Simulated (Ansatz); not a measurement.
## A series in volume scale on BiTe

Periodic Kohn-Sham DFT of a crystal at fixed atoms, scaled to volume_scale times the given cell; pressure positive in compression, energy less spherical unpolarised free atoms, largest_vzz the field gradient of largest size among the nuclei. The results are calculated, by Ansatz 0.2.0.

The cell before it is scaled or strained (space group Fm-3m, No. 225):
```
BiTe
1.0
      0.0000     3.2350     3.2350
      3.2350     0.0000     3.2350
      3.2350     3.2350     0.0000
Bi Te
1 1
Direct
  0.00000 0.00000 0.00000
  0.50000 0.50000 0.50000
```

Settings of every row: method all-electron PAW; functional LDA; relativity scalar; k mesh 10x10x10; filling fermi-dirac; smearing width 0.08 eV; nucleus gaussian.

Atom start moment: 0 on all atoms.

Limits: no spin-orbit coupling on heavy atoms.

| row | volume scale | V (Å³/atom) | pressure (GPa) |
| --- | --- | --- | --- |
| 1 | 0.94 | 31.824 | 0.392 |
| 2 | 0.96 | 32.501 | -0.789 |
| 3 | 0.98 | 33.178 | -1.839 |
| 4 | 0.99 | 33.516 | -2.32 |
| 5 | 1 | 33.855 | ? |
| 6 | 1.01 | 34.194 | -3.2 |
| 7 | 1.02 | 34.532 | -3.602 |
| 8 | 1.04 | 35.209 | -4.337 |
| 9 | 1.06 | 35.886 | -4.989 |

Question: what pressure should row 5 give?

Worked fit of pressure. Take u = (V_r/V)^(2/3) − 1 with V_r = 33.855 Å³ an atom, which is twice the finite (Eulerian) strain; such expansions in the strain, on which the Birch-Murnaghan equation of state is built, carry the rest volume and the bulk modulus. The shown rows have u = 0.04211, 0.02758, 0.01356, 0.00673, -0.00662, -0.01311, -0.0258, -0.0381. Least squares give pressure = −2.7729 + 65.967 × u + 211.25 × u² + 168 × u³ GPa; a parabola predicts inner rows, each left out in turn, worse (root mean square 0.0028 against 0.00054 GPa). The rows lie off it by 0.000, 0.000, 0.000, -0.001, 0.000, 0.000, 0.000, 0.000. The pressure vanishes at u = 0.0374, or V = 32.04 Å³ an atom, and there the bulk modulus at fixed shape and fractions is B = −V dP/dV = (2/3)(1 + u) dP/du = 57 GPa. The withheld row has u = 0, so the fit gives −2.7729 + 65.967 × (0) + 211.25 × (0)² + 168 × (0)³ = -2.773 GPa.

The calculation gave -2.773 GPa. The fit meets it to the printed digit.
